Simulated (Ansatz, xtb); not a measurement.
**C3H8O2Si: which of two isomers lies lower**

We compare a, `C=CO[Si@H](C)O`, a singlet, with b, `CCC(=O)O[SiH3]`, a singlet. Both are isolated molecules in the gas phase, relaxed with PBE0-D3(BJ)/def2-SVP, each in the lowest conformer that the search found.

**Question.** Estimate E(b) − E(a) at the level CCSD(T)/def2-SVP + ΔMP2/def2-TZVPP.

**Answer.** Calculated at CCSD(T)/def2-SVP + ΔMP2/def2-TZVPP: E(b) − E(a) = +0.876 eV, so structure a lies lower.

The same difference at several levels:

| level | geometry | E(b) − E(a) (eV) | departure from the last row (eV) | job, with rough time for the two |
| --- | --- | --- | --- | --- |
| GFN2-xTB | GFN2-xTB | −0.279 | −1.156 | optimisation, 0.26 s |
| HF/STO-3G | GFN2-xTB | −0.546 | −1.422 | single point, 0.72 s |
| r2SCAN-D4/def2-SVP | GFN2-xTB | +0.388 | −0.489 | single point, 5.9 s |
| PBE0-D3(BJ)/def2-SVP | PBE0-D3(BJ)/def2-SVP | +0.354 | −0.522 | optimisation, 97 s |
| HF/def2-SVP | PBE0-D3(BJ)/def2-SVP | +0.382 | −0.494 | part of the CCSD(T) run |
| MP2/def2-SVP | PBE0-D3(BJ)/def2-SVP | +0.341 | −0.536 | part of the CCSD(T) run |
| CCSD(T)/def2-SVP | PBE0-D3(BJ)/def2-SVP | +0.298 | −0.578 | single point |
| CCSD(T)/def2-SVP + ΔMP2/def2-TZVPP | PBE0-D3(BJ)/def2-SVP | +0.876 |  | single point, 68 s |

As drawn, b has 2 C–C, 1 C=O, 2 Si–H in place of 1 C=C, 1 O–Si, 1 C–Si, 1 C–H, 1 O–H.

GFN2-xTB, HF/STO-3G put the two in the other order. The largest departure from CCSD(T)/def2-SVP + ΔMP2/def2-TZVPP is that of HF/STO-3G, 1.422 eV. The last row adds to CCSD(T) the change of the MP2 difference between the two basis sets, here +0.578 eV, a large step that makes the value less sure.

With thermal terms from frequencies at re-optimised GFN2-xTB minima (ideal gas, soft modes damped towards free rotors, one conformer each, 298.15 K, 1 atm): the zero-point term adds −0.053 eV; ΔH is +0.804 and ΔG +0.848 eV.

The correlated steps freeze 10 core orbitals. Mirror images aren't counted in ΔG. Run with Ansatz 0.2.0, xtb 6.7.1; the last row on 2 threads of Intel(R) Xeon(R) Processor @ 2.70GHz on a shared host.

The vinyloxysilanol lies below the silyl ester, and thermal terms leave that order intact. The main reason is where the oxygen sits: a has two Si–O bonds, b only one. Silicon's low electronegativity makes these bonds strongly polar and much stronger than the Si–H bonds that b keeps in their place. The ester's carbonyl group and its resonance with the neighbouring oxygen offset part of this advantage, but not all of it.

With def2-SVP, Hartree–Fock, MP2 and CCSD(T) give +0.382, +0.341 and +0.298 eV, so correlation changes the difference little in that basis. The larger basis matters far more, probably because polarisation functions on silicon and oxygen describe the additional Si–O bond in a better. The close agreement of PBE0 with CCSD(T) in the small basis is therefore no evidence that its gap is converged. The energy order also says nothing about persistence, since silanols can condense to siloxanes.
